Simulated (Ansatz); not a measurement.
## A ladder of methods for SiH4 (SMILES [H][Si]([H])([H])[H])

SiH4: 5 atoms, total charge 0, spin state singlet. As SMILES, `[H][Si]([H])([H])[H]`. The shape is that of a GFN2-xTB optimisation.

Each level gives the electronic atomisation energy (eV). The values are calculated. Electronic energies at fixed atoms, without zero-point motion or spin-orbit coupling.

| level | kind | program | value (eV) | CPU time (all runs) |
| --- | --- | --- | --- | --- |
| HF/6-31G | Hartree–Fock | Ansatz | 9.56 | 0.22 s |
| revPBE/6-31G | GGA | Ansatz | 12.63 | 1.1 s |
| B3LYP/6-31G | global hybrid | Ansatz | 13.03 | 1.2 s |
| PBE0/6-31G | global hybrid | Ansatz | 12.73 | 0.97 s |
| wB97X/6-31G | range-separated hybrid | Ansatz | 13.00 | 4.3 s |
| B2PLYP/6-31G | double hybrid | Ansatz | 12.35 | 1.3 s |
| BCCD(T)/6-31G | coupled cluster or CI | Ansatz | 11.21 | 0.45 s |
| CCSDT(Q)/6-31G | coupled cluster or CI | Ansatz | 11.22 | 0.96 s |
| FCI/3-21G | exact in the basis | Ansatz | 11.40 | 8 s |

The values span 9.56 to 13.03 eV. All rows use very small basis sets, so none should be taken for the real molecule's value. CPU times are rough (shared hosts, several kinds of processor): they show what a rung costs within a factor of a few.

Hartree–Fock gives the weakest binding, 9.56 eV, because it misses the correlation gained when the unpaired electrons of the separated atoms pair up in four Si–H σ bonds. The two coupled-cluster values, 11.21 and 11.22 eV, nearly coincide, which suggests that connected excitations beyond perturbative triples matter little here, as expected for a closed-shell, single-reference hydride.

All the density functionals lie above coupled cluster in the same basis. This is probably less overbinding than a difference in basis demands: wavefunction correlation needs polarisation functions on Si and H to let electrons avoid each other, whereas a functional takes much of its correlation directly from the density. B2PLYP, with its perturbative correlation term, shares part of that demand and gives the lowest of the functional values. The share of exact exchange alone doesn't order the functionals, since B3LYP lies above both revPBE and PBE0.

The FCI value of 11.40 eV is no benchmark for the 6-31G rows, as it is exact only within a different orbital space.
